# Fermi-level shift of graphene in a van der Waals contact

## 1. Conventions

- $z$ is the surface normal, pointing from the metal to the graphene. $d$ is the distance from the top atomic plane of the metal to the carbon plane. All charge densities are averaged over the plane. $e>0$.
- $W_M$ is the work function of the clean metal face. $W_G$ is that of free neutral graphene, that is vacuum level minus Dirac-point energy $E_D$.
- The shift is defined as $\Delta E_F \equiv E_D-E_F$. **Positive means p-type** (Fermi level below the Dirac point), negative means n-type. For brevity $x\equiv\Delta E_F$.
- $p$ is the net hole density per area (holes minus electrons); $p<0$ for n-type. The graphene carries charge $+ep$ per area.
- Formulas are in SI form; numbers are in eV, Å and cm$^{-2}$.

The model is that of Giovannetti, Khomyakov and co-workers (2008, 2009).

## 2. Premises

**P1. Equilibrium.** Metal and graphene share one Fermi level, by tunnelling across the gap or through an outer wire. The metal is a reservoir with fixed bulk $E_F$.

**P2. Intact cone.** Bonding is weak enough that the $\pi$ bands keep the form $E-E_D=\pm\hbar v k$, with spin degeneracy 2 and valley degeneracy 2.

**P3. Planar geometry.** The contact is much wider than $d$, the point considered is far from its edge, and no outer field is present.

**P4. Split of the charge rearrangement.** The charge density is that of the clean metal, plus that of free graphene, plus $\delta\rho_c(z)+\delta\rho_{tr}(z)$. The part $\delta\rho_c$ is present at $p=0$ and is taken independent of $p$. It comes from the overlap of the two electron tails. The part $\delta\rho_{tr}$ is linear in $p$: charge $+ep$ on the graphene, $-ep$ on the metal, with centroids a distance $\ell=d-d_0>0$ apart and $d_0$ constant.

**P5. Rigid alignment.** $E_D$ lies $W_G$ below the vacuum level on the outer side of the sheet.

**P6.** $T=0$ (lifted in Section 7).

On $d_0$: the screening charge of a metal is centred at its image plane, outside the top atomic plane, and the $\pi$ cloud polarises in the gap field. Both make $\ell$ shorter than $d$. A departure from P5 that is linear in $p$, of the form $W_G+\lambda p$, enters the balance below exactly as a change of $\ell$ by $\varepsilon_0\lambda/e^2$. It is counted in $d_0$.

## 3. Carrier density of the cone

States lie in the $k$ plane with density $4/(2\pi)^2$ per area. The number per area with wavevector below $k=|E|/\hbar v$ ($E$ from $E_D$) in one branch is

$$N=\frac{4}{(2\pi)^2}\,\pi k^2=\frac{E^2}{\pi\hbar^2v^2}.$$

Differentiation with respect to $|E|$ gives

$$D(E)=D_0|E|,\qquad D_0=\frac{2}{\pi\hbar^2v^2}.\tag{1}$$

Neutral graphene has all states below $E_D$ filled. For $x>0$ the states between $E_D-x$ and $E_D$ are emptied; for $x<0$ those between $E_D$ and $E_D+|x|$ are filled. In both cases

$$p=\operatorname{sgn}(x)\int_0^{|x|}D_0E\,dE=\tfrac12D_0\,x|x|.\tag{2}$$

## 4. Potential step across the interface

Let $\delta\rho(z)$ be the rearranged charge and $\phi$ its potential, $\varepsilon_0\phi''=-\delta\rho$. By P3 the field vanishes deep in the metal and far outside, so $\int\delta\rho\,dz=0$. Multiply by $z$ and integrate by parts. The boundary term $z\phi'$ vanishes because $\phi'$ decays faster than $1/|z|$:

$$\int z\phi''dz=-[\phi(+\infty)-\phi(-\infty)]\;\Rightarrow\;\phi(+\infty)-\phi(-\infty)=\frac1{\varepsilon_0}\int z\,\delta\rho\,dz.\tag{3}$$

An electron has energy $-e\phi$. A dipole with its positive end outward therefore lowers the outer vacuum level relative to the metal interior. Free graphene is neutral and mirror symmetric, so by (3) it adds no step. The work function of the covered surface is

$$W=W_M-\Delta_c-\Delta_{tr},\qquad \Delta_i=\frac e{\varepsilon_0}\int z\,\delta\rho_i\,dz.\tag{4}$$

**Transfer term.** With centroids $z_G$ and $z_M$, the first moment is $ep\,z_G-ep\,z_M=ep\,\ell$, whatever the shapes of the two layers. Hence

$$\Delta_{tr}=\frac{e^2p\,(d-d_0)}{\varepsilon_0}.\tag{5}$$

This is the plane capacitor of capacitance $C_g=\varepsilon_0/\ell$ per area.

**Overlap term.** The electron tail of the clean metal spills into the vacuum and forms the surface dipole contained in $W_M$. Pauli repulsion from the filled carbon orbitals pushes this tail back. Electrons move inward, the added dipole has its positive end outward, and $\Delta_c>0$. The term is short-ranged. Outside a metal the density at $E_F$ and zero parallel momentum decays as $e^{-2\kappa z}$ with $\kappa=\sqrt{2m_eW_M}/\hbar$, so $\Delta_c$ is expected to fall off at a rate of order $2\kappa$. The model does not compute $\Delta_c(d)$; it is an input.

## 5. Balance equation and solution

By P1 and the definition of $W$, the outer vacuum level is $E_F+W$. By P5 it is also $E_D+W_G$. Subtracting,

$$x=E_D-E_F=W-W_G.\tag{6}$$

Insert (4), (5) and (2):

$$x+\tfrac12a\,x|x|=w,\qquad w\equiv W_M-W_G-\Delta_c(d),\qquad a\equiv\frac{e^2D_0(d-d_0)}{\varepsilon_0}.\tag{7}$$

The mismatch $w$ is shared between the band-filling energy $x$ and the capacitor drop $\Delta_{tr}=\tfrac12ax|x|$. The constant $a$ is an inverse energy. With (1) and the coupling constant $\alpha_g=e^2/(4\pi\varepsilon_0\hbar v)$,

$$a=\frac{8\alpha_g\,(d-d_0)}{\hbar v}.\tag{8}$$

**Uniqueness and sign.** For $a>0$ the left side of (7) is odd in $x$, has slope $1+a|x|>0$, and is unbounded. There is exactly one solution, and $\operatorname{sgn}x=\operatorname{sgn}w$.

**Magnitude.** Multiply (7) by $\operatorname{sgn}w$: $\tfrac12a|x|^2+|x|-|w|=0$. The roots are $|x|=[-1\pm\sqrt{1+2a|w|}]/a$. The lower sign is negative and is rejected. Thus

$$\boxed{\Delta E_F=\operatorname{sgn}(w)\,\frac{\sqrt{1+2a|w|}-1}{a}=\frac{2w}{1+\sqrt{1+2a|w|}}}\tag{9}$$

The second form follows on multiplying numerator and denominator by $\sqrt{1+2a|w|}+1$. It stays regular at $a\to0$.

**Stability.** The energy per area for moving $p$ electrons from graphene to the metal is

$$U(p)=\tfrac13D_0|x|^3+\frac{e^2\ell\,p^2}{2\varepsilon_0}-wp .$$

The first term is $\int_0^{|x|}E\,D(E)\,dE$, the second is the field energy, the third is the gain from the level offset at zero charge. From (2), $dp=D_0|x|\,dx$, and $d(\tfrac13D_0|x|^3)=D_0x|x|\,dx=x\,dp$. Then $dU/dp=x+e^2\ell p/\varepsilon_0-w$, which vanishes by (7). It increases with $p$, so (9) is the minimum of $U$.

## 6. Consequences

**Crossover.** From (9), $x=0$ if and only if $w=0$:

$$W_M^{*}(d)=W_G+\Delta_c(d).\tag{10}$$

The condition contains neither $v$ nor $d_0$, because no charge is transferred there. Metals with $W_M>W_M^*$ dope p-type, the others n-type. The Schottky–Mott rule would place the crossover at $W_G$; the push-back dipole moves it up by $\Delta_c$. With the approximate inputs $W_G\approx4.5$ eV and $\Delta_c\approx0.9$ eV at $d=3.3$ Å, $W_M^*\approx5.4$ eV. This number is the sum of two inputs and is no test of the model. A metal with $W_G<W_M<W_M^*$ gives n-type graphene at contact and p-type graphene at larger $d$.

**Slope parameter.** Differentiate (7) at fixed $d$ and $\Delta_c$:

$$S\equiv\frac{\partial x}{\partial W_M}=\frac1{1+a|x|}=\frac1{\sqrt{1+2a|w|}}=\frac{C_g}{C_g+C_q},\qquad C_q=e^2D_0|x|.\tag{11}$$

The second equality uses $1+a|x|=\sqrt{1+2a|w|}$ from (9); the third uses $C_q/C_g=a|x|$, with $C_q$ the quantum capacitance. For an energy-independent density $D_s$, (2) becomes $p=D_sx$ and the same steps give the constant $S=1/(1+e^2D_s\ell/\varepsilon_0)$, the interface-state form of Cowley and Sze (1965) for a vacuum gap. In graphene the screening states are the cone itself. $S=1$ at neutrality and the pinning grows with doping. Reading $S$ as a trend across metals assumes that they share one $\Delta_c(d)$ and one $d_0$.

**Limits.** For $a|w|\ll1$, expansion of the root gives $x=w-\tfrac12aw|w|+\tfrac12a^2w^3-\dots$; nearly all of $w$ appears as band filling. For $a|w|\gg1$, $|x|\to\sqrt{2|w|/a}-1/a$, and (2) gives $p\to D_0w/a=\varepsilon_0w/(e^2\ell)$, the classical capacitor charged by the contact potential.

**Distance dependence.** Differentiate (7) with respect to $d$, with $a'=da/dd=e^2D_0/\varepsilon_0$:

$$\frac{dx}{dd}=S\left[-\frac{d\Delta_c}{dd}-\tfrac12a'x|x|\right].\tag{12}$$

The first term is positive and decays exponentially. For $W_M>W_G$ it drives $x$ upward through zero. The second term then takes over: $x$ passes a maximum where the bracket vanishes and falls as $d^{-1/2}$.

**Parameter sensitivity.** At fixed $w$, (7) gives $(1+a|x|)\,dx=-\tfrac12x|x|\,da$. Since $a|x|/(1+a|x|)=1-S$ and $a\propto\ell/v^2$,

$$\frac{\partial\ln|x|}{\partial\ln\ell}=-\frac{1-S}2,\qquad\frac{\partial\ln|x|}{\partial\ln v}=1-S.\tag{13}$$

**Gate stack.** A dielectric of thickness $t_d$ and relative permittivity $\varepsilon_r$ reduces the drop (5) across it by $\varepsilon_r$, so it contributes $t_d/\varepsilon_r$ to $\ell$. A voltage $V_g$ on the metal puts its Fermi level $eV_g$ below that of the graphene, and (6) then gives $w\to w-eV_g$. Here $\Delta_c$ stands for all fixed dipoles in the stack. Neutrality lies at $V_g=w/e$.

## 7. Finite temperature

A state at depth $E$ below $E_D$ is empty with probability $1/(1+e^{(E-x)/k_BT})$. A state at height $E$ above $E_D$ is filled with probability $1/(1+e^{(E+x)/k_BT})$. With $\eta=x/k_BT$ and $F_1(\eta)=\int_0^\infty u\,du/(1+e^{u-\eta})$,

$$p=D_0(k_BT)^2[F_1(\eta)-F_1(-\eta)],\qquad x+a(k_BT)^2[F_1(\eta)-F_1(-\eta)]=w.\tag{14}$$

The bracket is odd and increasing in $\eta$, so the crossover (10) is unchanged at given $w$. Since $F_1'(\eta)=\ln(1+e^\eta)$, the bracket starts as $2\eta\ln2$, and at neutrality

$$S=\frac{1}{1+2\ln2\;a\,k_BT}.\tag{15}$$

The same derivative gives $d[F_1(\eta)+F_1(-\eta)]/d\eta=\eta$, and $F_1(0)=\pi^2/12$, so $F_1(\eta)+F_1(-\eta)=\eta^2/2+\pi^2/6$. For $|x|\gg k_BT$ one of the two terms is exponentially small and $|p|=D_0[x^2/2+\pi^2(k_BT)^2/6]$.

## 8. Range of validity

1. **Physisorption only.** P2 fails where the $\pi$ states hybridise strongly with metal $d$ states near $E_F$ and $d$ drops to about 2 Å, typically on Ni, Co and Ti. There $E_D$ is ill defined. For $d\to d_0$ the split P4 loses meaning. The model is meant for $d\gtrsim3$ Å.
2. **Linear bands.** In nearest-neighbour tight binding with hopping $t$ and bond length $b$, $\hbar v=3tb/2$ and $D=D_0|E|[1+E^2/(3t^2)+\dots]$. Integration multiplies (2) by $1+x^2/(6t^2)$. A second-neighbour hopping $t'$ changes the energy from $E_D$ to $E_0\mp t'E_0^2/t^2$ on the two branches, with $E_0$ the nearest-neighbour value, and multiplies (2) by $1\pm2t'|x|/t^2$. A factor on $p$ acts as a factor on $a$, so by (13) its relative effect on $x$ is less than half as large.
3. **Interactions.** Exchange and correlation in the sheet are represented only by the choice of $v$. The nearby metal screens the long-range part.
4. **Linear response.** Constant $d_0$ and $p$-independent $\Delta_c$ need a transferred charge far below one electron per atom.
5. **Lateral structure.** A height modulation of period $L\ll\lambda_F=2\pi\hbar v/|x|$ is averaged by the carriers. For $\Delta_c\propto e^{-\beta d}$ and $d=\bar d+h\cos Gy$, $G=2\pi/L$, the average is $\Delta_c(\bar d)\,I_0(\beta h)$, with $I_0$ the modified Bessel function. The oscillating part, of amplitude about $\beta h\Delta_c$, alters $v$ at relative order $(\beta h\Delta_c/\hbar vG)^2$. Near a contact edge P3 fails.
6. **Temperature.** For $\eta>0$ the bracket in (14) exceeds $\eta^2/2$ by $\pi^2/6-2F_1(-\eta)$, which starts at zero with slope $2\ln2$, is concave, and tends to $\pi^2/6$. The relative thermal decrease of $|x|$ is therefore at most $2\ln2\;a\,k_BT$, and for $|x|\gg k_BT$ it is $(1-S)\pi^2(k_BT)^2/(6x^2)$, small for any $a$. Equation (9) thus holds if either $a\,k_BT\ll1$ or $|x|\gg k_BT$, and fails only when $|x|\lesssim k_BT$ and $a\,k_BT\gtrsim1$ together. The relation (2) between $p$ and $x$ needs $|x|\gg k_BT$ whatever $a$ is.
7. **Near the crossover** $w$ is a small difference of eV-sized numbers and $S\approx1$. Any uncertainty in $W_M$, $W_G$ or $\Delta_c$ passes almost undamped into $x$.

## 9. Illustration: graphene on Au(111) versus distance

**Inputs.** $W_M=5.33$ eV, the measured Au(111) value as compiled by Patra (2017). Approximate inputs: $W_G=4.5$ eV, $v=1.0\times10^6$ m/s, $d_0=2.4$ Å, and the assumed form

$$\Delta_c(d)=0.9\ \text{eV}\times e^{-\beta(d-3.3\,\text{Å})},\qquad\beta=2\ \text{Å}^{-1}.$$

The value of $\beta$ is chosen to be of the order of $2\kappa=2.37$ Å$^{-1}$. All results are the model's. The third decimal in eV is carried to show the arithmetic and the small corrections; the inputs support about 0.1 eV.

**Constants.** $\hbar v=6.582$ eV Å; $D_0=0.01469$ eV$^{-2}$Å$^{-2}$ $=1.469\times10^{14}$ eV$^{-2}$cm$^{-2}$; $e^2/\varepsilon_0=180.95$ eV Å; $\alpha_g=2.188$; $a'=2.659$ eV$^{-1}$Å$^{-1}$; $W_M-W_G=0.83$ eV.

**One row in full, $d=3.5$ Å.** $\Delta_c=0.9e^{-0.4}=0.603$ eV, $w=0.227$ eV, $\ell=1.1$ Å, $a=2.92$ eV$^{-1}$, $\sqrt{1+2aw}=1.525$, $x=0.180$ eV. The capacitor drop is $\tfrac12ax^2=0.047$ eV, which with $x$ adds up to $w$. The covered surface has $W=W_G+x=4.68$ eV.

| $d$ (Å) | $\Delta_c$ (eV) | $w$ (eV) | $a$ (eV$^{-1}$) | $\Delta E_F$ (eV) | $p$ ($10^{12}$ cm$^{-2}$) | $S$ |
|---|---|---|---|---|---|---|
| 3.2 | 1.099 | $-0.269$ | 2.13 | $-0.218$ | $-3.5$ | 0.68 |
| 3.3 | 0.900 | $-0.070$ | 2.39 | $-0.065$ | $-0.31$ | 0.87 |
| 3.4 | 0.737 | 0.093 | 2.66 | 0.084 | 0.52 | 0.82 |
| 3.5 | 0.603 | 0.227 | 2.92 | 0.180 | 2.4 | 0.66 |
| 4.0 | 0.222 | 0.608 | 4.25 | 0.349 | 8.9 | 0.40 |
| 5.0 | 0.030 | 0.800 | 6.91 | 0.358 | 9.4 | 0.29 |
| 10 | $<10^{-5}$ | 0.830 | 20.2 | 0.241 | 4.3 | 0.17 |

**Crossover distance.** Setting $\Delta_c=0.83$ eV gives $d^*=3.3+\tfrac12\ln(0.9/0.83)=3.34$ Å. The model is n-type below $d^*$ and p-type above.

**Maximum.** The bracket in (12) vanishes for $\beta\Delta_c=\tfrac12a'x^2$, at $d=4.45$ Å. There $x=0.37$ eV and $p=1.0\times10^{13}$ cm$^{-2}$. With $b\approx1.42$ Å the area per atom is $3\sqrt3b^2/4=2.62$ Å$^2$, so this is 0.003 hole per atom, and item 4 holds.

**Small corrections.**

- Bands: $t=3.09$ eV. At $x=0.37$ eV, $x^2/(6t^2)=0.002$, and for a typical $t'/t\approx0.1$ the asymmetry factor departs from unity by 0.024.
- At $d=3.5$ Å, (13) turns a 10 % change of $v$ into 3 % of $x$, and a change of $d_0$ by 0.3 Å into 5 %.
- Corrugation, with illustrative $h=0.1$ Å and $L=20$ Å: $I_0(0.2)=1.010$ raises $\Delta_c$ at 3.3 Å by 0.009 eV. The oscillating amplitude is 0.18 eV against $\hbar vG=2.07$ eV, a squared ratio of 0.008. For $x=0.180$ eV, $\lambda_F=230$ Å $\gg L$.
- $T=300$ K, $k_BT=0.0259$ eV: at $d=3.3$ Å, (14) gives $x=-0.063$ eV in place of $-0.065$ eV. The density changes much more, to $p=-0.44\times10^{12}$ cm$^{-2}$ from $-0.31\times10^{12}$ cm$^{-2}$. At $d^*$, where $a=2.50$ eV$^{-1}$, (15) gives $S=0.92$. At $d=10$ Å, $a\,k_BT=0.52$ is not small, but $x\gg k_BT$ and (14) lowers $x$ by only 1.6 %.

**Effects as large as the shift, at $d=3.3$ Å.**

- Distance: (12) gives $dx/dd=1.56$ eV/Å. A change of 0.05 Å moves $x$ by 0.08 eV and can reverse its sign.
- $W_G=4.6$ eV, also in common use, gives $x=-0.145$ eV and $d^*=3.40$ Å.
- Consistency of inputs: $\Delta_c\approx0.9$ eV stems from density-functional calculations whose own Au(111) work function is approximately 5.5 eV. With that input, $w=0.10$ eV and $x=0.090$ eV, p-type.

**Gate-stack comparison.** For 10 Å of SiO$_2$ with typical $\varepsilon_r\approx3.9$, counting the oxide alone, $\ell=2.56$ Å and $a=6.82$ eV$^{-1}$. By (11), $C_q$ exceeds $C_g$ only for $|x|>1/a=0.15$ eV.

**Reading.** As typical knowledge, graphene on gold sits near $d\approx3.3$ Å and is weakly p-type, with $E_D$ between about zero and 0.2 eV above $E_F$. With the inputs above the model's value at 3.3 Å, $-0.065$ eV, has the opposite sign and lies low by roughly 0.1 to 0.3 eV; the model's shifts fall in that range for $d$ between 3.34 and about 3.5 Å. What the model fixes reliably is the shape: Au(111) lies close to the crossover, $|\Delta E_F|$ is small at contact distance with a sign set by differences of 0.1 eV in $w$ or 0.05 Å in $d$, and beyond about 4 Å the sheet is p-type with a shift that decays slowly as the gap capacitance falls.